**Low-j filling against the nl average in 3d and 4d ions of charge +3**

The table holds the energy of the jj configuration that fills d3/2 first relative to the dⁿ average, from Dirac-Coulomb Hartree-Fock at the radial basis limit, with ζ and F2 from non-relativistic Hartree-Fock. The program tests a first-order model that adds spin-orbit counting to the change in average d-d repulsion, with ζ scaled to the d1 and d9 rows and one ratio F4/F2 fitted per series on d2 to d8. The model reproduces those rows to about 0.002 eV rms, while spin-orbit counting alone falls short in each of them; repulsion supplies 79 % of the lowering in Mn3+ and 51 % in Tc3+. The Gaunt term opposes the lowering by 2 to 5 % in Mn3+ and the 4d ions. In the model the nearest other jj filling is (d5/2)⁶ in Co3+, 0.08 eV higher, and a Slater estimate puts the maximum-spin terms below the low-j filling by 0.1 to 6.7 eV.

Spherical 3+ ions at the basis-set limit, computed with B-spline radial code 1 in Dirac-Coulomb Hartree-Fock with a Fermi nucleus, averaged over the nl configuration or over the jj configuration that fills j = l − 1/2 first. ζ = (α²/2)<(1/r) dV/dr>, without exchange, and F2 are from non-relativistic Hartree-Fock with a configuration average and a point nucleus.

## Program and output

```python
# Table: 3d and 4d ions of charge +3, B-spline radial code, Dirac-Coulomb Hartree-Fock:
# E(d3/2 filled first) - E(nl average) in eV; zeta and F2 from non-relativistic Hartree-Fock.
# Tested: lowering = spin-orbit counting + change of average d-d repulsion; other fillings.
T = {
    'ion': ['Ti3+', 'V3+', 'Cr3+', 'Mn3+', 'Fe3+', 'Co3+', 'Ni3+', 'Cu3+', 'Zn3+', 'Zr3+', 'Nb3+', 'Mo3+', 'Tc3+', 'Ru3+', 'Rh3+', 'Pd3+', 'Ag3+', 'Cd3+'],
    'Z': [22, 23, 24, 25, 26, 27, 28, 29, 30, 40, 41, 42, 43, 44, 45, 46, 47, 48],
    'N': [19, 20, 21, 22, 23, 24, 25, 26, 27, 37, 38, 39, 40, 41, 42, 43, 44, 45],
    'configuration': ['[Ar] 3d1', '[Ar] 3d2', '[Ar] 3d3', '[Ar] 3d4', '[Ar] 3d5', '[Ar] 3d6', '[Ar] 3d7', '[Ar] 3d8', '[Ar] 3d9', '[Kr] 4d1', '[Kr] 4d2', '[Kr] 4d3', '[Kr] 4d4', '[Kr] 4d5', '[Kr] 4d6', '[Kr] 4d7', '[Kr] 4d8', '[Kr] 4d9'],
    'jj_cfg': ['(3d3/2)1', '(3d3/2)2', '(3d3/2)3', '(3d3/2)4', '(3d3/2)4 (3d5/2)1', '(3d3/2)4 (3d5/2)2', '(3d3/2)4 (3d5/2)3', '(3d3/2)4 (3d5/2)4', '(3d3/2)4 (3d5/2)5', '(4d3/2)1', '(4d3/2)2', '(4d3/2)3', '(4d3/2)4', '(4d3/2)4 (4d5/2)1', '(4d3/2)4 (4d5/2)2', '(4d3/2)4 (4d5/2)3', '(4d3/2)4 (4d5/2)4', '(4d3/2)4 (4d5/2)5'],
    'lowering': [-0.03043, -0.2363, -0.6558, -1.327, -1.04, -0.7734, -0.5322, -0.321, -0.1431, -0.08917, -0.3388, -0.7796, -1.443, -1.242, -1.027, -0.7991, -0.5542, -0.2894],  # eV
    'r2_pct': [-0.02, -0.09, -0.18, -0.28, -0.18, -0.11, -0.06, -0.03, -0.01, -0.1, -0.2, -0.29, -0.38, -0.26, -0.18, -0.11, -0.07, -0.03],  # %
    'zeta': [0.02372, 0.03194, 0.04195, 0.05396, 0.06822, 0.08499, 0.1045, 0.1271, 0.153, 0.06792, 0.08621, 0.107, 0.1305, 0.157, 0.1866, 0.2196, 0.2562, 0.2967],  # eV
    'F2': [9.503, 10.17, 10.82, 11.46, 12.09, 12.72, 13.34, 13.95, 14.56, 6.916, 7.41, 7.886, 8.349, 8.801, 9.244, 9.679, 10.11, 10.53],  # eV
}
import numpy as np
from sympy import Rational as R
from sympy.physics.wigner import wigner_3j
from scipy.constants import physical_constants as pc
Eh = pc['Hartree energy in eV'][0]
def pair(j, k, K):  # F^K coefficient of the mean pair energy minus the d-shell mean (-2/63)
    w = wigner_3j(j, K, k, R(1, 2), 0, -R(1, 2))**2
    return R(2, 63) - w*((2*j+1)/(2*j) if j == k else 1)
p33, p35, p55 = [float(pair(j, k, 2)*R(315, 11)) for j, k in [(R(3,2),R(3,2)), (R(3,2),R(5,2)), (R(5,2),R(5,2))]]
cso = lambda a, b: -1.5*a + b
cu = lambda a, b: p33*a*(a-1)/2 + p35*a*b + p55*b*(b-1)/2
ion = T['ion']; L, z, F2, r2 = [np.array(T[k], float) for k in ('lowering', 'zeta', 'F2', 'r2_pct')]
n = np.array([int(c[-1]) for c in T['configuration']]); a = np.minimum(n, 4); b = n - a
cs, cr = cso(a, b), cu(a, b); mid = (n > 1) & (n < 9)
is3 = np.array(['3d' in c for c in T['configuration']])
print(f"pair shifts in u=(11F2-10F4)/315: 3/2-3/2 {p33:+.1f}, 3/2-5/2 {p35:+.1f}, 5/2-5/2 {p55:+.1f}")
s = np.zeros(len(L)); rho = np.zeros(len(L))
for name, m in (('3d', is3), ('4d', ~is3)):
    q = L[m]/(cs[m]*z[m]); s[m] = q[0] + (q[-1]-q[0])*(n[m]-1)/8
    g = m & mid; x = cr[g]*F2[g]; y = L[g] - cs[g]*s[g]*z[g]
    k = (x@y)/(x@x); rho[m] = (11-315*k)/10; res = y - k*x; w = np.argmax(abs(res))
    print(f"{name}: zeta scale d1 {q[0]:.3f}, d9 {q[-1]:.3f}; fitted F4/F2 {rho[m][0]:.3f}; d2-d8 rms {np.sqrt(np.mean(res**2)):.4f} eV, worst {np.array(ion)[g][w]} {res[w]:+.4f}")
    assert n[m][np.argmin(L[m])] == 4 and 0.55 < rho[m][0] < 0.70
u = F2*(11-10*rho)/315; ze = s*z; so = cs*ze; rep = cr*u
assert np.all(L < 0)
assert np.all(abs(L[mid]) > abs(cs*z)[mid]) and np.all(abs(L[~mid]) < abs(cs*z)[~mid])
print("ion n c_so c_u | table, c_so*zeta, scaled SO, repulsion, residual (eV) | repulsion % | row F4/F2")
for i in range(len(L)):
    rr = f"{(11-315*(L[i]-so[i])/(cr[i]*F2[i]))/10:.3f}" if mid[i] else "scale set here"
    print(f"{ion[i]} {n[i]} {cs[i]:+.1f} {cr[i]+0:+.1f} | {L[i]:.4f} {cs[i]*z[i]:.4f} {so[i]:.4f} {rep[i]+0:.4f} {L[i]-so[i]-rep[i]:+.4f} | {abs(100*rep[i]/L[i]):.0f} | {rr}")
print("table rounding allows residuals up to about 0.001 eV")
rZr, rRh = 4.490311/6.840032, 6.023388/9.159734  # G4/G2, further outputs of the same runs
g = ~is3; nf = 100*((cs*z + cr*F2*(11-10*rRh)/315)/L - 1)[g]
print(f"run G4/G2: Zr {rZr:.3f}, Rh {rRh:.3f}; 4d with no fit, error % d1-d9:", " ".join(f"{v:+.0f}" for v in nf))
M, C, Tc = ion.index('Mn3+'), ion.index('Co3+'), ion.index('Tc3+')
print(f"Tc/Mn ratios: zeta {z[Tc]/z[M]:.2f}, F2 {F2[Tc]/F2[M]:.2f}, lowering {L[Tc]/L[M]:.2f}; <r2> change {r2[Tc]:.2f}, {r2[M]:.2f} % (series minima: {ion[np.argmin(r2[is3])]}, {ion[9+np.argmin(r2[g])]})")
print("model: ion | u (eV), u/zeta_eff | next filling (n3/2,n5/2), eV above | max-spin terms vs nl, vs low j (eV)")
for i in np.where(mid)[0]:
    alt = [(cso(A, n[i]-A)*ze[i] + cu(A, n[i]-A)*u[i] - so[i] - rep[i], A) for A in range(max(0, n[i]-6), a[i])]
    d, A = min(alt); S = min(n[i], 10-n[i])/2
    hs = 5/84*F2[i]*(1+rho[i])*(n[i]*(10-n[i])/12 - S*(S+1))
    print(f"{ion[i]} | {u[i]:.3f} {u[i]/ze[i]:.2f} | ({A},{n[i]-A}) {d:+.2f} | {hs:.1f} {hs-L[i]:.1f}")
cut = 100*(1 - 0.36*u[C]/ze[C]); rc = (11 - 315*ze[C]/0.36/F2[C])/10
print(f"Co3+ (0,6) wins if u/zeta_eff > {10/3.6:.2f}: zeta cut by {cut:.0f} % or F4/F2 below {rc:.3f}")
# Gaunt energies (hartree; nl run, jj run), further outputs of the same runs
G = {'Mn3+': (0.448508, 0.4498364), 'Zr3+': (2.275433, 2.27559), 'Nb3+': (2.478461, 2.478857),
     'Mo3+': (2.693967, 2.694702), 'Tc3+': (2.922425, 2.923613), 'Ru3+': (3.164301, 3.165438),
     'Rh3+': (3.420088, 3.421118), 'Pd3+': (3.690275, 3.691142), 'Ag3+': (3.975372, 3.976014),
     'Cd3+': (4.275888, 4.276242)}
dG = {k: (v[1]-v[0])*Eh for k, v in G.items()}
print("Gaunt jj-nl (eV):", " ".join(f"{k[:2]} {v:+.3f}" for k, v in dG.items()))
print("as % of lowering:", " ".join(f"{k[:2]} {-100*v/L[ion.index(k)]:.1f}" for k, v in dG.items()))
print("as % of scaled SO:", " ".join(f"{k[:2]} {-100*v/so[ion.index(k)]:.1f}" for k, v in dG.items()))
```

Running it gives:

```
pair shifts in u=(11F2-10F4)/315: 3/2-3/2 -1.0, 3/2-5/2 +0.5, 5/2-5/2 -0.4
3d: zeta scale d1 0.855, d9 0.935; fitted F4/F2 0.622; d2-d8 rms 0.0019 eV, worst Co3+ -0.0028
4d: zeta scale d1 0.875, d9 0.975; fitted F4/F2 0.640; d2-d8 rms 0.0023 eV, worst Tc3+ +0.0035
ion n c_so c_u | table, c_so*zeta, scaled SO, repulsion, residual (eV) | repulsion % | row F4/F2
Ti3+ 1 -1.5 +0.0 | -0.0304 -0.0356 -0.0304 0.0000 +0.0000 | 0 | scale set here
V3+ 2 -3.0 -1.0 | -0.2363 -0.0958 -0.0829 -0.1542 +0.0008 | 65 | 0.625
Cr3+ 3 -4.5 -3.0 | -0.6558 -0.1888 -0.1652 -0.4921 +0.0016 | 75 | 0.624
Mn3+ 4 -6.0 -6.0 | -1.3270 -0.3238 -0.2866 -1.0425 +0.0021 | 79 | 0.623
Fe3+ 5 -5.0 -4.0 | -1.0400 -0.3411 -0.3054 -0.7332 -0.0014 | 70 | 0.621
Co3+ 6 -4.0 -2.4 | -0.7734 -0.3400 -0.3078 -0.4628 -0.0028 | 60 | 0.620
Ni3+ 7 -3.0 -1.2 | -0.5322 -0.3135 -0.2869 -0.2427 -0.0026 | 46 | 0.617
Cu3+ 8 -2.0 -0.4 | -0.3210 -0.2542 -0.2352 -0.0846 -0.0012 | 26 | 0.616
Zn3+ 9 -1.0 +0.0 | -0.1431 -0.1530 -0.1431 0.0000 +0.0000 | 0 | scale set here
Zr3+ 1 -1.5 +0.0 | -0.0892 -0.1019 -0.0892 0.0000 +0.0000 | 0 | scale set here
Nb3+ 2 -3.0 -1.0 | -0.3388 -0.2586 -0.2296 -0.1082 -0.0009 | 32 | 0.636
Mo3+ 3 -4.5 -3.0 | -0.7796 -0.4815 -0.4335 -0.3456 -0.0005 | 44 | 0.639
Tc3+ 4 -6.0 -6.0 | -1.4430 -0.7830 -0.7147 -0.7318 +0.0035 | 51 | 0.642
Ru3+ 5 -5.0 -4.0 | -1.2420 -0.7850 -0.7264 -0.5143 -0.0013 | 41 | 0.639
Rh3+ 6 -4.0 -2.4 | -1.0270 -0.7464 -0.7000 -0.3241 -0.0029 | 32 | 0.636
Pd3+ 7 -3.0 -1.2 | -0.7991 -0.6588 -0.6261 -0.1697 -0.0033 | 21 | 0.631
Ag3+ 8 -2.0 -0.4 | -0.5542 -0.5124 -0.4934 -0.0591 -0.0017 | 11 | 0.626
Cd3+ 9 -1.0 +0.0 | -0.2894 -0.2967 -0.2894 0.0000 +0.0000 | 0 | scale set here
table rounding allows residuals up to about 0.001 eV
run G4/G2: Zr 0.656, Rh 0.658; 4d with no fit, error % d1-d9: +14 +7 +4 +3 +3 +3 +3 +3 +3
Tc/Mn ratios: zeta 2.42, F2 0.73, lowering 1.09; <r2> change -0.38, -0.28 % (series minima: Mn3+, Tc3+)
model: ion | u (eV), u/zeta_eff | next filling (n3/2,n5/2), eV above | max-spin terms vs nl, vs low j (eV)
V3+ | 0.154 5.58 | (0,2) +0.23 | -0.7 -0.4
Cr3+ | 0.164 4.47 | (0,3) +0.57 | -2.1 -1.4
Mn3+ | 0.174 3.64 | (3,1) +0.90 | -4.4 -3.1
Fe3+ | 0.183 3.00 | (0,5) +0.61 | -7.8 -6.7
Co3+ | 0.193 2.51 | (0,6) +0.08 | -4.9 -4.1
Ni3+ | 0.202 2.11 | (1,6) +0.35 | -2.6 -2.0
Cu3+ | 0.211 1.80 | (2,6) +0.46 | -0.9 -0.6
Nb3+ | 0.108 1.41 | (1,1) +0.35 | -0.5 -0.1
Mo3+ | 0.115 1.20 | (2,1) +0.59 | -1.5 -0.8
Tc3+ | 0.122 1.02 | (3,1) +0.85 | -3.3 -1.8
Ru3+ | 0.129 0.89 | (3,2) +0.83 | -5.7 -4.5
Rh3+ | 0.135 0.77 | (3,3) +0.80 | -3.6 -2.6
Pd3+ | 0.141 0.68 | (3,4) +0.78 | -1.9 -1.1
Ag3+ | 0.148 0.60 | (3,5) +0.75 | -0.7 -0.1
Co3+ (0,6) wins if u/zeta_eff > 2.78: zeta cut by 10 % or F4/F2 below 0.571
Gaunt jj-nl (eV): Mn +0.036 Zr +0.004 Nb +0.011 Mo +0.020 Tc +0.032 Ru +0.031 Rh +0.028 Pd +0.024 Ag +0.017 Cd +0.010
as % of lowering: Mn 2.7 Zr 4.8 Nb 3.2 Mo 2.6 Tc 2.2 Ru 2.5 Rh 2.7 Pd 3.0 Ag 3.2 Cd 3.3
as % of scaled SO: Mn 12.6 Zr 4.8 Nb 4.7 Mo 4.6 Tc 4.5 Ru 4.3 Rh 4.0 Pd 3.8 Ag 3.5 Cd 3.3
```
